An excitation energy is the energy needed to lift the molecule from its ground state to an excited state with the nuclei held still. Here the five lowest singlets of F–Cu–PH₃ come from linear-response density-functional theory. Each excitation is described by pairs of a hole orbital, which loses an electron, and an electron orbital, which gains it. The leading pair weight is the share of the strongest pair. The hole–electron distance separates the centres of the two distributions, and the overlap says how far they occupy the same space.

PySCF 2.14.0, linear-response TDDFT in the Tamm–Dancoff approximation, PBE0/def2-SVPD, for the five lowest singlet excited states of neutral, closed-shell F–Cu–PH₃ in the gas phase at its GFN2-xTB geometry. Pair weights refer to natural transition orbitals, and the difference densities are unrelaxed.

```
row  excitation energy (eV)  oscillator strength  leading pair weight  hole electron distance (Å)  hole electron overlap
  1                   4.868                0.045                0.981                       1.662                  0.435
  2                   4.868                0.045                0.981                       1.661                  0.434
  3                   5.104                0.000                0.504                       1.702                  0.485
  4                   5.179                0.000                0.499                       1.694                  0.486
  5                   5.179                0.000                0.500                       1.694                  0.486
```

The five states form three levels: a degenerate pair, a single state 0.24 eV above it, and a second pair another 0.08 eV up. The pattern follows from the threefold symmetry about the F–Cu–P axis. The orbitals that matter here are either single and symmetric about the axis (a₁) or members of a degenerate pair (e). The calculation shows that rows 1 and 2 share one hole orbital, the highest occupied one, and differ only in which of the two lowest empty orbitals receives the electron. This is a₁→e: one hole, two equivalent destinations, two equal energies.

Rows 3 to 5 start mainly from the next two occupied orbitals down, which form an e pair. Lifting an electron from a deeper orbital tends to cost more, which fits their place above the first pair. Two holes and two destinations give four combinations. With x and y for the two members of each pair, they are:

A₂: (x→y) − (y→x)
E: (x→y) + (y→x) and (x→x) − (y→y)
A₁: (x→x) + (y→y)

Each combination needs two promotions in equal measure, which is why the leading weight falls to about 0.50. The second pair carries almost all the rest, so the low weight reflects degeneracy and is no sign that a single reference has failed. Row 3 fits A₂, and rows 4 and 5 fit E.

Theory also offers a reason for the order within this group. In a singlet, the product of hole and electron orbital acts like a charge cloud that repels itself and raises the energy. In A₂ the two products nearly cancel, so this cost almost vanishes; in E a small part survives. The attraction between hole and electron tends to favour E over A₂, so the order found suggests that the repulsion outweighs it, though the calculation does not separate the two. In A₁ they add up to a dipole along the axis, which should push that state above the other three. Linear molecules such as N₂ show the same order in their π→π* singlets: Σ⁻, then Δ, then Σ⁺ well above.

The same comparison accounts for the intensities. An a₁→e transition is allowed, with its dipole across the axis, and rows 1 and 2 each have an oscillator strength of 0.045. A₂ is forbidden. E is allowed by threefold symmetry, but its parent Δ state in a linear molecule is forbidden, and the three hydrogens, which carry almost none of the hole, probably disturb the cylindrical shape only a little where hole and electron overlap. Rows 4 and 5 are therefore not strictly dark, but more than a hundred times weaker than the first pair.

It may look odd that distance and overlap both rise from the first pair to rows 3–5. The distance can be estimated without fitting by placing each atom's share of hole and electron at its nucleus. For row 3, with positions along the axis in Å and the atoms in the order Cu, P, H₃, F:

hole: 0.671·(−0.46) + 0.037·1.71 + 0.015·2.42 + 0.277·(−2.17) = −0.81
electron: 0.377·(−0.46) + 0.389·1.71 + 0.206·2.42 + 0.027·(−2.17) = 0.93
distance: 0.93 + 0.81 = 1.74

The calculation gives 1.70 Å. Across the series the estimate gets the direction right but makes the rise about twice too large, as the printed output shows. In the estimate, the hole moves towards fluorine, while the electron moves back towards copper and cancels more than half of the gain.

Overlap depends on shape as well as on centres. The fluorine share of the hole in rows 3–5 suggests copper d orbitals mixed with fluorine p orbitals of π type. Such a hole avoids the axis, as the π-like electron does, whereas the a₁ hole of rows 1 and 2 has density there. This match of shapes probably explains the higher overlap.

In practice, read both leading pairs before judging a state with a weight near one half, and add the strengths of a degenerate pair when predicting a band. Do not lean on the order of row 3 and rows 4–5: spin–orbit coupling in the copper 3d shell, roughly 0.1 eV and left out here, is as large as their gap. The absolute energies also lack scalar relativity on copper, and PBE0 can place charge-transfer states too low.

Copper(I) phosphine complexes serve as precursors for copper films in interconnects. For this small model, the first computed singlet absorption, near 255 nm, moves charge from copper, and some from fluorine, to the phosphine. That bears on how such a molecule responds to ultraviolet light, not on how it decomposes on a hot surface.

Printed output of the fit:

```
Pairs and intensity:
  row  leading  second  sum of two  dipole across axis (a.u.)  strength from dipole
    1    0.981   0.013       0.994                     0.6158               0.04523
    2    0.981   0.013       0.994                     0.6158               0.04523
    3    0.504   0.495       0.999                          0                     0
    4    0.499   0.494       0.993                    0.04549             0.0002625
    5      0.5   0.493       0.993                    0.04442             0.0002503
Shares and distance:
  row  hole Cu  hole F  electron Cu  electron PH3  estimated distance (A)  computed (A)
    1    0.828   0.141        0.346          0.63                   1.658         1.662
    2    0.828   0.141        0.346         0.629                   1.655         1.661
    3    0.671   0.277        0.377         0.595                   1.742         1.702
    4    0.667   0.282        0.385         0.587                   1.733         1.694
    5    0.667   0.282        0.385         0.587                   1.733         1.694
Row 3 above rows 1-2, eV: 0.236
Rows 4-5 above row 3, eV: 0.075
Rows 4-5 above rows 1-2, eV: 0.311
Wavelength of rows 1-2, nm: 254.7
HOMO-LUMO gap, eV: 6.398
HOMO-LUMO gap less energy of rows 1-2, eV: 1.53
Strength of row 1 over row 4, from dipoles: 172.3
Computed rise of distance, rows 3-5 less rows 1-2, A: 0.03517
Estimated rise of distance, A: 0.0791
Part of it from the hole, A: 0.186
Part of it from the electron, A: -0.1069
Rise of overlap, rows 3-5 less rows 1-2: 0.05117
Net electron gain of PH3 in row 1: 0.6
Net electron gain of PH3 in row 3: 0.543
```
